# The current through one ballistic subband: closed I–V law, thermal smearing and the 60 mV per decade limit

## Premises and conventions

A wire along $x$ joins a left reservoir (source) to a right one (drain). The electron charge is $-e$ with $e>0$. The source is grounded, the drain sits at voltage $V$, so $\mu_L-\mu_R=eV$. I count $I$ positive when electrons flow from left to right. The premises are five.

1. Electrons are independent and move in a static, possibly self-consistent, potential.
2. Each reservoir is in equilibrium at temperature $T$ and fills the states it injects with $f_j(E)=1/[1+e^{(E-\mu_j)/kT}]$, $j=L,R$. It absorbs whatever arrives.
3. Motion between the reservoirs is elastic.
4. One transverse subband matters. It has spin degeneracy 2 and valley degeneracy $g_v$, and its energy rises monotonically with $|k|$ from a minimum at $k=0$ over a range much larger than $kT$ and extending far above $\mu_L$.
5. The subband bottom varies smoothly along $x$ and has its maximum $E_0$ in the channel, above the band bottoms of both leads. The transmission is $\mathcal T=1$ for $E>E_0$ and $0$ below.

## Step 1: current per unit energy

Take a uniform stretch of lead of length $\mathcal L$ with periodic boundary conditions. A state $e^{ikx}/\sqrt{\mathcal L}$ carries a particle current $v/\mathcal L$ with $v=\hbar^{-1}dE/dk$, and allowed $k$ are spaced by $2\pi/\mathcal L$. For one spin and valley, the right-movers carry

$$\sum_{k>0}\frac{v}{\mathcal L}f_L=\int_0^\infty\frac{dk}{2\pi}\,\frac1\hbar\frac{dE}{dk}\,f_L=\frac1h\int dE\,f_L(E).\tag{1}$$

The velocity cancels the one-dimensional density of states. No effective mass survives.

With the channel in place, each incoming state continues into a scattering state that passes a fraction $\mathcal T$ of its flux. The fraction is the same from both sides. Write the flux-normalised scattering matrix with blocks $r,t$ for incidence from the left and $r',t'$ from the right. From $S^\dagger S=1$ we get $\mathrm{Tr}\,r^\dagger r+\mathrm{Tr}\,t^\dagger t=N_L$, with $N_L$ the number of open left modes. From $SS^\dagger=1$ we get $\mathrm{Tr}\,rr^\dagger+\mathrm{Tr}\,t't'^\dagger=N_L$. The traces over $r$ are equal, so $\mathrm{Tr}\,t^\dagger t=\mathrm{Tr}\,t'^\dagger t'$. Subtracting the two flows and counting degeneracies,

$$I=\frac{2g_ve}{h}\int dE\,\mathcal T(E)\,[f_L(E)-f_R(E)].\tag{2}$$

**Question:** *Should a transmitted electron not need an empty state, a factor $1-f_R$?*

No. A scattering state is one eigenstate extending through both leads, and those launched from the left are orthogonal to those launched from the right. Occupying one does not block the other. Even if you insert the factors, $f_L(1-f_R)-f_R(1-f_L)=f_L-f_R$, because $\mathcal T$ is symmetric.

## Step 2: the closed law

Premise 5 makes Eq. (2) an integral from $E_0$ upward, and premise 4 lets the upper limit go to infinity. With $x=(E-E_0)/kT$ and $\eta_j=(\mu_j-E_0)/kT$, note that

$$\frac{d}{dx}\left[-\ln(1+e^{\eta-x})\right]=\frac{e^{\eta-x}}{1+e^{\eta-x}}=\frac1{1+e^{x-\eta}}.$$

The bracket vanishes at infinity, so $\int_0^\infty dx\,(1+e^{x-\eta})^{-1}=\ln(1+e^\eta)\equiv\Lambda(\eta)$, and

$$I=\frac{2g_ve\,kT}{h}\,\ln\frac{1+e^{(\mu_L-E_0)/kT}}{1+e^{(\mu_R-E_0)/kT}},\qquad \eta_R=\eta_L-v,\quad v=\frac{eV}{kT}.\tag{3}$$

For one valley the prefactor is $2e\,kT/h=G_0\,kT/e$, with $G_0=2e^2/h=77.48\ \mu$S. At 300 K, $kT=25.85$ meV and the prefactor is $2.003\ \mu$A. I write $I_T=g_vG_0kT/e$.

Three limits follow from two forms of $\Lambda$: $\Lambda=\eta+\ln(1+e^{-\eta})$ exactly, and $\Lambda\simeq e^\eta$ for $\eta\ll-1$.

- **Both reservoirs degenerate**, $\eta_L,\eta_R\gg1$: $I\to I_Tv=g_vG_0V$, the quantised conductance.
- **Saturation**, $e^{\eta_R}\ll\Lambda(\eta_L)$: the drain injects nothing over the barrier and
$$I_{\rm sat}=I_T\ln(1+e^{\eta_L}),\tag{4}$$
which tends to $(2g_ve/h)(\mu_L-E_0)$ for $\eta_L\gg1$.
- **Subthreshold**, $\eta_L\ll-1$: $I=I_T\,e^{\eta_L}(1-e^{-v})$. This is within 1% of saturation once $v=\ln100$, that is $V=119$ mV at 300 K.

**Question:** *So saturation needs neither pinch-off nor velocity saturation by phonons?*

Right. The source-injected flux over the barrier is fixed by $\eta_L$. Raising $V$ only removes the opposing drain flux, and once that is gone there is nothing left to gain, as long as $E_0$ stays put. I return to that proviso.

## Step 3: small bias

Define $f_0=1/(1+e^{-\eta})$, the reservoir occupation at $E=E_0$. Differentiating, $\Lambda'=f_0$, $\Lambda''=f_0(1-f_0)$, $\Lambda'''=f_0(1-f_0)(1-2f_0)$. With $\eta_L=\eta$ held fixed, Taylor expansion of Eq. (3) gives $I=I_T[vf_0-\tfrac12v^2f_0(1-f_0)+\dots]$. Since $I_Tv=g_vG_0V$,

$$G=\left.\frac{dI}{dV}\right|_{V=0}=g_vG_0\,f(E_0),\tag{5}$$

and the first relative correction to $I=GV$ is $-\tfrac12v(1-f_0)$. If the bias is split symmetrically, $\eta_{L,R}=\eta\pm v/2$, even orders cancel and the correction is $+\tfrac1{24}v^2(1-f_0)(1-2f_0)$. How $E_0$ follows the bias does not affect Eq. (5): a shift of $E_0$ of order $V$ multiplies a current already of order $V$.

## Step 4: the width of the step

At $T=0$, $G$ jumps from 0 to $g_vG_0$ as $\mu$ crosses $E_0$. At finite $T$, differentiate Eq. (5) at fixed $E_0$ and use $f_0(1-f_0)=e^{-\eta}/(1+e^{-\eta})^2=1/(e^{\eta/2}+e^{-\eta/2})^2$:

$$\frac{dG}{d\mu}=\frac{g_vG_0}{4kT}\,\frac1{\cosh^2(\eta/2)}.\tag{6}$$

The peak lies at $\mu=E_0$, where $G$ is half its plateau value. Half maximum requires $\cosh(\eta/2)=\sqrt2$. With $y=e^{\eta/2}$ this reads $y^2-2\sqrt2\,y+1=0$, so $y=\sqrt2\pm1$ and $\eta=\pm2\ln(1+\sqrt2)$. The full width is

$$\Delta\mu_{1/2}=4\ln(1+\sqrt2)\,kT=3.5255\,kT\approx3.53\,kT,\tag{7}$$

or 91 meV at 300 K.

**Question:** *Can I read a temperature off my transconductance peak with that number?*

Only after converting gate voltage to $\mu-E_0$, and the conversion is not linear near threshold. That is the next step.

## Step 5: the gate and the barrier top

Equation (3) takes $E_0$ as given. To tie it to the electrodes I add a sixth premise, a lumped electrostatic model for the barrier top:

$$E_0=E_{00}-e(\alpha_GV_G+\alpha_DV)+\frac{e^2n}{C_\Sigma}.\tag{8}$$

Here $C_\Sigma$ is the total capacitance per length to the electrodes, $\alpha_G$ and $\alpha_D$ are the gate and drain shares of it, each between 0 and 1, and $n$ is the electron density per length at the top. If the top is locally flat, states with $k>0$ come from the source and those with $k<0$ from the drain. For $E=E_0+\hbar^2k^2/2m$, put $k=u\sqrt{2mkT}/\hbar$ in $2g_v\int_0^\infty(dk/2\pi)f_j$ to get

$$n=\frac{g_v}{\lambda_T}\left[\mathcal F(\eta_L)+\mathcal F(\eta_R)\right],\quad \mathcal F(\eta)=\frac2{\sqrt\pi}\int_0^\infty\frac{du}{1+e^{u^2-\eta}},\quad\lambda_T=\frac h{\sqrt{2\pi mkT}}.\tag{9}$$

$\mathcal F$ is the normalised Fermi–Dirac integral of order $-1/2$; it tends to $e^\eta$ for $\eta\ll-1$. The mass enters the charge, though not Eq. (3). In nondegenerate saturation, Eqs. (4) and (9) give the mean velocity $I/en=2kT\lambda_T/h=\sqrt{2kT/\pi m}$.

Vary $V_G$ at fixed $V$. Then $d\eta_L=d\eta_R=-dE_0/kT$, and Eq. (8) gives

$$-\frac{dE_0}{e\,dV_G}=\frac{\alpha_G}{1+C_Q/C_\Sigma},\qquad C_Q=\frac{g_ve^2}{\lambda_TkT}\left[\mathcal F'(\eta_L)+\mathcal F'(\eta_R)\right].\tag{10}$$

The quantum capacitance $C_Q$ is positive, since $\mathcal F'$ is an integral of $f(1-f)$. It is exponentially small below threshold and large near it, so the lever arm changes across the very peak one wants to measure.

## Step 6: the subthreshold swing

The swing is $S=dV_G/d\log_{10}I$. From Eq. (4), $d\ln I/d\eta_L=f_0/\Lambda$, with $f_0$ taken at $\eta_L$. Combining with Eq. (10),

$$S=\ln10\,\frac{kT}e\;\frac{1+C_Q/C_\Sigma}{\alpha_G}\;\frac{\ln(1+e^{\eta_L})}{f_0}.\tag{11}$$

The middle factor is at least 1. So is the last: with $z=e^{\eta_L}$, $\ln(1+z)=\int_0^z ds/(1+s)\ge z/(1+z)=f_0$. Both approach 1 for an ideal gate deep below threshold, which leaves $\ln10\,kT/e=59.5$ mV per decade at 300 K, the "60 mV" limit.

**Question:** *Is the limit an artefact of the sharp step in transmission?*

It is more general. Let $\mathcal T=\mathcal T(E-E_0)\ge0$ be any shape that the gate shifts rigidly, and take $V>0$. Substitute $\epsilon=E-E_0$ in Eq. (2), so that $E_0$ appears only in the Fermi functions, where $-\partial f_j/\partial E_0=f_j(1-f_j)/kT$. Now

$$f_L(1-f_L)-f_R(1-f_R)=(f_L-f_R)(1-f_L-f_R)\le f_L-f_R,$$

because $f_L\ge f_R\ge0$. Integrating against $\mathcal T$ gives $-\,\partial\ln I/\partial E_0\le1/kT$ at any bias. With Eq. (10), $S\ge\ln10\,kT/e$ follows. The limit belongs to the tail of the reservoir distribution.

**Question:** *Then how could any transistor be steeper?*

By breaking an assumption of that proof. Either the gate changes the shape or size of $\mathcal T$, as when it opens a band-to-band tunnelling window whose edge is fixed by a band edge in the source, or the barrier moves by more than $e\,dV_G$, which positive capacitances do not permit.

## Numerical illustration: a silicon nanowire at 300 K

Take a [100] wire of square cross-section, side $W=3$ nm, with the approximate bulk masses $m_t=0.19\,m_e$ and $m_l=0.916\,m_e$ as inputs. Four of the six valleys have their long axis across the wire. They are confined with one heavy and one light mass, project onto $k=0$, and move along the wire with $m_t$. The other two are confined with $m_t$ twice and lie higher. So $g_v=4$ and $m=m_t$. I assume $C_\Sigma=0.3$ aF/nm, $\alpha_G=1$, $\alpha_D=0$.

Then $g_vG_0=309.9\ \mu$S, $I_T=8.012\ \mu$A, $\lambda_T=9.87$ nm, and the nondegenerate velocity is $1.23\times10^7$ cm/s. The peak of Eq. (6) is $3.00\ \mu$S/meV. The charging strength is $\kappa=g_ve^2/(\lambda_TkT\,C_\Sigma)=8.37$. Measuring the gate voltage as $V_G^*=V_G+(\mu_L-E_{00})/e$, Eqs. (8) and (9) become

$$V_G^*=\frac{kT}e\left\{\eta_L+\kappa\left[\mathcal F(\eta_L)+\mathcal F(\eta_R)\right]\right\}.\tag{12}$$

At $V=0.5$ V, $v=19.34$ and $e^{-v}=4\times10^{-9}$, so the drain terms drop. Equations (4) and (10) to (12) give:

| $\eta_L$ | $V_G^*$ (mV) | $I_{\rm sat}$ | $C_Q/C_\Sigma$ | $S$ (mV/dec) |
|---|---|---|---|---|
| $-8$ | $-207$ | 2.69 nA | 0.0028 | 59.7 |
| $-6$ | $-155$ | 19.8 nA | 0.021 | 60.8 |
| $-4$ | $-99$ | 145 nA | 0.149 | 69.0 |
| $0$ | 131 | 5.55 µA | 3.18 | 345 |
| $2$ | 369 | 17.0 µA | 3.50 | 647 |

The swing leaves the limit already at $\eta_L=-4$, mostly through $C_Q$: the last factor of Eq. (11) is only 1.009 there. From the first row to the last the current grows by $6.3\times10^3$ over 0.58 V of gate swing, while the limiting slope would need 0.23 V. A gate share $\alpha_G=0.9$ would raise the floor to 66.1 mV per decade. In the last row $\mathcal F(2)=1.464$, $n=0.593$ nm$^{-1}$, and $I/en=1.79\times10^7$ cm/s.

If $E_0$ is frozen at $\eta_L=2$, Eq. (3) gives 6.33, 11.2, 15.9 and 17.0 µA at $V=25$, 50, 100 and 200 mV, and Eq. (5) gives $G=273\ \mu$S.

**Question:** *But in the laboratory you hold $V_G$, not $E_0$.*

Yes, and the difference is large. At $V=0$ both reservoirs fill the channel, and Eq. (12) at the gate voltage of the last row becomes $\eta+2\kappa\mathcal F(\eta)=2+\kappa\mathcal F(2)$, with root $\eta=0.53$. The linear conductance is then 195 µS, not 273 µS. As $V$ rises the drain-injected charge disappears and the barrier drops by 38 meV to reach $\eta_L=2$. Equation (3) holds at every point of that output curve, but with $E_0$ from Eq. (8). A nonzero $\alpha_D$ keeps lowering the barrier in saturation and tilts the curve: below threshold it multiplies $I$ by $e^{\alpha_Dv}$.

## Range of validity

**Higher subbands.** With hard walls the energy unit is $\hbar^2\pi^2/2m_eW^2=41.8$ meV. The lowest level lies $41.8\,(1/0.916+1/0.19)=266$ meV above the bulk edge. The next, the second state along the heavy direction, is again fourfold and lies $\Delta=137$ meV or $5.29\,kT$ higher; the remaining valley pair lies 174 meV higher. Each subband adds its own term to Eq. (3). The one at $\Delta$ adds $e^{-\Delta/kT}=0.5\%$ below threshold and $\Lambda(2-\Delta/kT)/\Lambda(2)=1.7\%$ at $\eta_L=2$; the pair adds 0.2% there.

**Nonparabolicity.** Use $E(1+\alpha_{np}E)=\gamma$, with $\gamma$ the parabolic energy and a typical $\alpha_{np}=0.5$ eV$^{-1}$. Solving the quadratic, $1+2\alpha_{np}E=\sqrt{1+4\alpha_{np}\gamma}$, and differentiating in $k^2$ shows that this factor multiplies the transport mass. It equals 1.24 for the lowest level, so $\kappa\propto\sqrt m$ rises by 11%. The spacing shrinks to 106 meV and the second-subband current at $\eta_L=2$ grows to 5%. The relation between $I$ and $\eta_L$ within the subband is untouched, but the gate voltages of the last two rows are uncertain at about the ten percent level.

**Valley splitting.** If the quartet splits into pairs at $E_0\pm\delta/2$, the subthreshold current gains the factor $\cosh(\delta/2kT)$, which is 1.019 for an assumed $\delta=10$ meV.

**Question:** *Would one see conductance plateaus in this wire?*

Barely, at 300 K. Add two peaks of the form (6) a distance $\Delta$ apart. Midway, the slope relative to a single peak height is $2/\cosh^2(\Delta/4kT)$. For $\Delta=137$ meV this is 0.49 at 300 K, before the third subband adds to it, and $2.7\times10^{-4}$ at 77 K. A flat plateau needs $\Delta$ well above the width in Eq. (7).

**Tunnelling and quantum reflection.** For a barrier $E_0-\tfrac12m\omega^2x^2$ I take as known the exact transmission $\mathcal T=1/[1+e^{-2\pi(E-E_0)/\hbar\omega}]$. Let $a=\hbar\omega/2\pi kT$. Deep below threshold the current is multiplied by $\int_{-\infty}^\infty dx\,e^{-x}/(1+e^{-x/a})$, where $x=(E-E_0)/kT$ again. The substitution $s=e^{-x/a}$ turns this into

$$a\int_0^\infty\frac{s^{a-1}}{1+s}\,ds=\frac{\pi a}{\sin\pi a},\qquad a<1.\tag{13}$$

Premise 5 thus needs $a\ll1$. Assume the band has dropped by $U=0.1$ eV at a distance $\ell$ from the top, so $\hbar\omega=\sqrt{2U\hbar^2/m}/\ell$. For $\ell=5$ nm, $\hbar\omega=57$ meV, $a=0.35$ and the factor is 1.23. For $\ell=10$ nm, $a=0.17$ and the factor is 1.05. As $a\to1$ the factor diverges, which signals that the current is carried by states far below the top, where neither the parabola nor the Boltzmann tail applies. On cooling, $a$ grows as $1/T$, so Eqs. (7) and (11) fail first at low temperature.

**Question:** *And scattering? Silicon at room temperature is hardly ballistic.*

This is the largest correction. Adding backscattering events incoherently makes $(1-\mathcal T)/\mathcal T$ additive: summing multiple reflections between two sections gives $\mathcal T=\mathcal T_1\mathcal T_2/(1-R_1R_2)$ with $R_i=1-\mathcal T_i$, from which $1/\mathcal T-1=(1/\mathcal T_1-1)+(1/\mathcal T_2-1)$. Hence $\mathcal T=\lambda/(\lambda+L)$, which defines a backscattering length $\lambda$. With a typical $\lambda$ of order 10 nm and $L=10$ nm, $\mathcal T=0.5$ at low bias. In saturation a heuristic estimate replaces $L$ by the distance over which the band falls by $kT$, since electrons scattered beyond it rarely return. For $\ell=5$ nm that distance is $\ell\sqrt{kT/U}=2.5$ nm and $\mathcal T\approx0.8$. A constant $\mathcal T$ multiplies Eqs. (3) to (6) at given $\eta_{L,R}$ and leaves the width (7) and the swing limit unchanged, while reflected electrons add to $n$ in Eq. (9).

**Question:** *Does any of this need phase coherence?*

Not for unit transmission. With no reflection there are no paths to interfere, so dephasing that neither backscatters nor exchanges energy leaves Eq. (3) intact. What it does need are reservoirs that stay at the stated $\mu_j$ and $T$. Series resistance in the contacts must be small against $1/g_vG_0=3.23$ k$\Omega$, or else be subtracted from $V$ and $V_G$, and heating of the source raises the $T$ in every formula. Interactions enter only through the mean field of Eq. (8), which suits a channel open to its leads; a segment closed off by two weakly transmitting barriers would show single-electron charging and lies outside premise 1.

Equation (3) therefore holds when the next subband lies several $kT$ above both $E_0$ and $\mu_L$, when $\hbar\omega\ll2\pi kT$, and when $L\ll\lambda$. In the 3 nm wire at 300 K the first condition is met to about 5%, tunnelling adds 5 to 23% below threshold for the two barriers considered, and backscattering removes roughly 20 to 50% of the current.